The question. A GaAs crystal is cleaved on (110) and its first-order Raman spectrum is taken in backscattering at 1064 nm (1.165 eV, below the 300 K gap of 1.42 eV compiled by Wing 2021). Only the TO line is expected. One thing at a time is now changed: polarisation angle, miscut, angle of incidence, aperture, surface field, the atoms. Which changes switch on the LO line, in which configuration, and how strongly?

Note 1, beside the tensors. In cubic axes the mode polarised along z has only R_xy = R_yx = d, and cyclically for x and y. A mode with unit displacement u therefore scatters with amplitude d V·u, where
V = (e_iy e_sz + e_iz e_sy, e_iz e_sx + e_ix e_sz, e_ix e_sy + e_iy e_sx).
With q̂ the phonon direction, the geometric factors are (V·q̂)² for LO and |V|² − (V·q̂)² for the two TO modes together. Check on (001): e = (cos φ, sin φ, 0) gives V along q̂, so LO only, with sin²2φ for parallel and cos²2φ for crossed polarisations. Configurations are written (e_i, e_s), with n = [110]/√2, b = [1 −1 0]/√2, z = [001].

Note 2, beside "q ≈ 0". Take the index as n_r = √ε∞ = 3.30 (ε∞ = 10.88, compiled by Skelton 2020). Then q = 4π n_r/λ = 3.9×10⁵ cm⁻¹, far above the polariton scale 2π ν_TO √ε_s = 6.1×10³ cm⁻¹ (ν_TO = 271 cm⁻¹, Han 2011; ε_s = 12.87, Rakita 2019), so LO and TO are the eigenmodes. Reflection from the rear face is assumed suppressed. Dispersion makes the true index larger than √ε∞, so refracted angles below are upper estimates.

Note 3, beside "TO only from (110)". The reason is a mirror. Reflection in (110) is an operation of T_d. It leaves both polarisations unchanged and reverses u = n, so the LO amplitude equals its own negative. Every change can be judged by asking whether it breaks this mirror, and which operation survives to select the configuration.

Change A: rotate the polarisation by θ from [001] towards b. The mirror is intact, so LO stays absent and only TO varies. Inserting e = cos θ z + sin θ b gives V·n = 0 and
TO parallel = sin²θ (1 + 3cos²θ), TO crossed = 1 − (3/4) sin²2θ.
The parallel signal vanishes at θ = 0, peaks at 4/3 at 54.7° (e along a ⟨111⟩ axis) and is 1 along b. The crossed signal falls from 1 to 1/4 at 45°. The building blocks are V(b,b) = −z, V(z,b) = −b, V(z,z) = 0, V(z,n) = n, V(n,n) = z, V(n,b) = 0.

Note 4, beside the single letter d. In a polar crystal d_LO ≠ d_TO. Write δχ = a u + g E, where g E is the electro-optic response to the macroscopic field. The equation of motion μ(ω_TO² − ω²)u = e*E gives E = 0 for TO and E = −μ(ω_LO² − ω_TO²)u/e* for LO. With the Faust–Henry coefficient C = e* a/(μ ω_TO² g),
d_LO/d_TO = 1 − (ω_LO² − ω_TO²)/(C ω_TO²).
With ν_LO = 293 cm⁻¹ (Han 2011) the fractional splitting of ω² is 0.169. The typical input C ≈ −0.55 makes the two terms add: d_LO/d_TO = 1.307, squared 1.71. The Stokes factor (n_B + 1)/ω, with n_B the Bose occupation at 300 K, contributes an LO/TO ratio 0.891, and the factor ω_s⁴ (0.99) is dropped. Geometric LO/TO ratios are thus multiplied by ρ = 1.52, of which the third figure is only carried along. Reversing the sign of C would give 0.43. All ratios below are the model's.

Change B: tilt q̂ by δ towards [001]. The (110) mirror no longer just reverses q̂, so LO appears, with amplitude odd in δ and intensity ∝ δ². The mirror b → −b survives and LO is even under it, so LO enters the parallel configurations only. With q̂ = cos δ n + sin δ z and a′ = cos δ z − sin δ n:
(b,b): V = −z, LO = sin²δ, TO = cos²δ
(a′,b): V = −cos δ b, LO = 0, TO = cos²δ
(a′,a′): V = −sin 2δ n + sin²δ z, LO = sin²δ (2 − 3sin²δ)², TO = 9 sin⁴δ cos²δ
At δ = 35.26° q̂ is [111], and the table gives LO 1/3, TO 2/3 parallel and LO 0, TO 2/3 crossed: the (111) rule. At δ = 90° the (b,b) row is the (001) rule at φ = −45°.
Size for a 2° miscut: light normal to the actual face is not refracted, so δ = 2° and I_LO/I_TO = ρ tan²δ = 0.0019 in (b,b).
Size for turning the sample by 30°, the light returning along its path: sin δ = 0.5/n_r, δ = 8.72°. In (b,b), tan²δ = 0.0235 and the ratio is 0.036. In (a′,a′), dark at δ = 0, LO grows as 4δ² but TO only as 9δ⁴. The factors are 0.0857 and 0.00464, so LO is 28 times TO. The nominally forbidden line dominates there.

Change C: tilt by δ about [001] instead. Now both mirrors are lost, but the twofold rotation about z survives. It reverses u = q̂ and the in-plane vector b′ and keeps z, so LO is allowed crossed and forbidden parallel, the opposite of B. With q̂ = (cos α, sin α, 0), b′ = (−sin α, cos α, 0) and α = 45° − δ, V(z,b′) = (cos α, −sin α, 0), so LO = cos²2α = sin²2δ and TO = cos²2δ. The angle enters doubled, so the leak should be about four times that of B in (b,b). For δ = 8.72°, tan²2δ = 0.0987 and the ratio is 0.15.

Change D: keep normal collimated illumination and open the collection to numerical aperture 0.5. Tilts of both signs occur, but they belong to different phonons, so intensities add. A ray leaving at internal angle η tilts q̂ = (k_i − k_s)/|k_i − k_s| by only η/2. Its polarisation gains a part along n, which is inert because V(n,b) = 0. In (b,b) the amplitude is then η_z/2 in size. Over a uniformly weighted disc of radius η_m = 0.5/n_r the mean of η_z² is η_m²/4, so LO = η_m²/16 = 0.00144 and the ratio is 0.0022. A cone of 30° half-angle leaks about a sixteenth as much as a 30° turn. Fresnel and lens weighting are ignored.

Change E: pin the Fermi level at the surface of an n-type sample. The depletion field lies along n and is odd under the (110) mirror, so an LO amplitude γE is allowed. The mirror b → −b confines it to (b,b) and (z,z). The constant γ is not fixed by d, but the scaling follows. For an assumed band bending V_b = 0.7 V and N = 10¹⁷ cm⁻³, W = √(2 ε_s ε₀ V_b/eN) = 100 nm and the surface field is 2V_b/W = 140 kV/cm. At 10¹⁸ cm⁻³ these become 32 nm and 444 kV/cm. For a flat LO branch, a layer thinner than the probed depth gives an intensity ∝ ∫E² dx = E_max² W/3, up by 3.16 and not by 10. Reversing the field (p-type) leaves this unchanged. Combined with tilt B the local (b,b) amplitude is −d_LO δ + γE, and its cross term within the depleted layer, where LO is unscreened, goes as δ ∫E dx, that is as δ V_b. It changes sign between tilts to [001] and [00 −1].

Note 5, beside "forbidden". The wavevector itself is odd under the mirror, so the intraband Fröhlich coupling gives an amplitude linear in q with the symmetry of change E. Its expansion parameter is qℓ, with ℓ = ħ/√(2mΔ). For m = 0.067 m_e (Vurgaftman 2001) and detuning Δ = 0.255 eV, ℓ = 1.49 nm and qℓ = 0.058. If the prefactor is assumed to be of order one, the floor is (qℓ)² = 0.0034. It rivals the miscut and aperture leaks but not the 30° turns. It grows towards resonance and is what remains at δ = 0.

Change F: make both atoms alike (Ge or Si, diamond structure). Then e* = 0, the triplet is degenerate at zone centre, and one line has intensity d²|V|². Change A is untouched. In change B the (b,b) signal no longer responds at all, since sin²δ + cos²δ = 1. The labels regain meaning under stress. On a (110) cross-section of a silicon channel stressed along b, symmetry fixes the eigenvectors as n, b and z, whatever q̂. Then (b,b) reads the z mode, (z,b) reads the b mode, and the n mode is invisible at normal incidence. Tilting as in B reveals it in (a′,a′) with factor sin²2δ, against sin⁴δ for the z mode.